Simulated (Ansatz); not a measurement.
A series in volume scale on MnZn

All results are calculated (Ansatz 0.2.0). Free energy against uniform scaling of the volume at fixed shape and fractions; periodic cell, basis, potentials, k mesh and filling as listed.

The cell before it is scaled or strained (space group P-6m2, No. 187):
```
CELL_PARAMETERS angstrom
2.64150 0.00000 0.00000
-1.32070 2.28760 0.00000
0.00000 0.00000 4.40100
ATOMIC_POSITIONS crystal
Mn 0.66667 0.33333 0.50000
Zn 0.33333 0.66667 0.00000
```

Settings of every row: functional r2SCAN; dispersion none; potentials PAW; wave cutoff 550 eV; density cutoff 2200 eV; k mesh 12x12x7; k shift 0x0x0; occupations fermi dirac; smearing width 0.1 eV; spin collinear.

Limits: coarse k mesh, up to 40 meV an atom off; minimum outside the range; state may not be the lowest; the cell comes from a prototype or a list of computed structures and needn't be the stable phase; with one magnetic atom in the cell only parallel moments are possible.

| row | volume scale | V (Å³/atom) | energy above lowest point (meV/atom) |
| --- | --- | --- | --- |
| 1 | 0.92 | 12.233 | 121.5 |
| 2 | 0.9467 | 12.588 | 85.1 |
| 3 | 0.9733 | 12.942 | 53.9 |
| 4 | 1 | 13.297 | 30.4 |
| 5 | 1.0267 | 13.652 | 14.2 |
| 6 | 1.0533 | 14.006 | ? |
| 7 | 1.08 | 14.361 | 0 |

Question: what energy above lowest point should row 6 give?

Worked fit of energy above lowest point. Take u = (V_r/V)^(2/3) − 1 with V_r = 13.12 Å³ an atom, which is twice the finite (Eulerian) strain; such expansions in the strain, on which the Birch-Murnaghan equation of state is built, carry the rest volume and the bulk modulus. The shown rows have u = 0.04777, 0.02798, 0.00915, -0.00889, -0.02615, -0.05847. Least squares give energy above lowest point = 41.36 + 1254.4 × u + 9238 × u² meV/atom; a straight line predicts inner rows, each left out in turn, worse (root mean square 11 against 1.2 meV/atom). The rows lie off it by -0.9, 1.4, 0.3, -0.5, -0.7, 0.4 (root mean square 0.79 meV/atom). The withheld row has u = -0.04263, so the fit gives 41.36 + 1254.4 × (-0.04263) + 9238 × (-0.04263)² = 4.7 meV/atom.

The calculation gave 4.4 meV/atom. The fit lies 0.3 meV/atom (6.8 % of the value, 0.25 % of the column's range) above it; its largest miss of a shown row is 1.4 meV/atom.
